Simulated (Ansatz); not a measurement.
HfTiMo4: pressure against volume scale

Free energy against uniform scaling of the volume at fixed shape and fractions; periodic cell, basis, potentials, k mesh and filling as listed. The results are calculated, by Ansatz 0.2.0.

The cell before it is scaled or strained (space group F-43m, No. 216):
```
cell vectors (Å)
   0.0000     3.7569     3.7569
   3.7569     0.0000     3.7569
   3.7569     3.7569     0.0000
atoms (fractions of the cell vectors)
Hf  0.75000  0.75000  0.75000
Ti  0.00000  0.00000  0.00000
Mo  0.37491  0.37491  0.37491
Mo  0.87526  0.37491  0.37491
Mo  0.37491  0.37491  0.87526
Mo  0.37491  0.87526  0.37491
```

Settings of every row: functional PBEsol; dispersion none; potentials PAW; wave cutoff 450 eV; density cutoff 1800 eV; k mesh 5x5x5; k shift 0x0x0; occupations fermi dirac; smearing width 0.1 eV; spin none.

Limits: coarse k mesh, up to 40 meV an atom off; no spin-orbit coupling, which can matter with elements this heavy; the cell comes from a prototype or a list of computed structures and needn't be the stable phase.

```
row  volume scale  V (Å³/atom)  pressure (GPa)  energy above lowest point (meV/atom)
  1          0.92       16.261            10.1                                    21
  2        0.9467       16.733            3.42                                   1.3
  3        0.9733       17.203               ?                                     ?
  4             1       17.675           -7.47                                  14.7
  5        1.0267       18.147          -11.88                                  43.3
  6        1.0533       18.617          -15.71                                    84
  7          1.08       19.089          -19.04                                 135.2
```

Question: what pressure should row 3 give?

Worked fit of pressure. Take u = (V_r/V)^(2/3) − 1 with V_r = 17.911 Å³ an atom, which is twice the finite (Eulerian) strain; such expansions in the strain, on which the Birch-Murnaghan equation of state is built, carry the rest volume and the bulk modulus. The shown rows have u = 0.06655, 0.0464, 0.00888, -0.00869, -0.02544, -0.04158. Least squares give pressure = −9.752 + 251.39 × u + 685.8 × u² + 289 × u³ GPa; a parabola predicts inner rows, each left out in turn, worse (root mean square 0.016 against 0.008 GPa). All shown rows lie on it to the printed digit. The pressure vanishes at u = 0.0353, or V = 17 Å³ an atom, and there the bulk modulus at fixed shape and fractions is B = −V dP/dV = (2/3)(1 + u) dP/du = 208 GPa. The withheld row has u = 0.02725, so the fit gives −9.752 + 251.39 × (0.02725) + 685.8 × (0.02725)² + 289 × (0.02725)³ = -2.39 GPa.

The calculation gave -2.4 GPa. The fit lies 0.01 GPa (0.034 % of the column's range) above it, one unit of the last digit.

The other values of row 3: energy above lowest point 0 meV/atom.
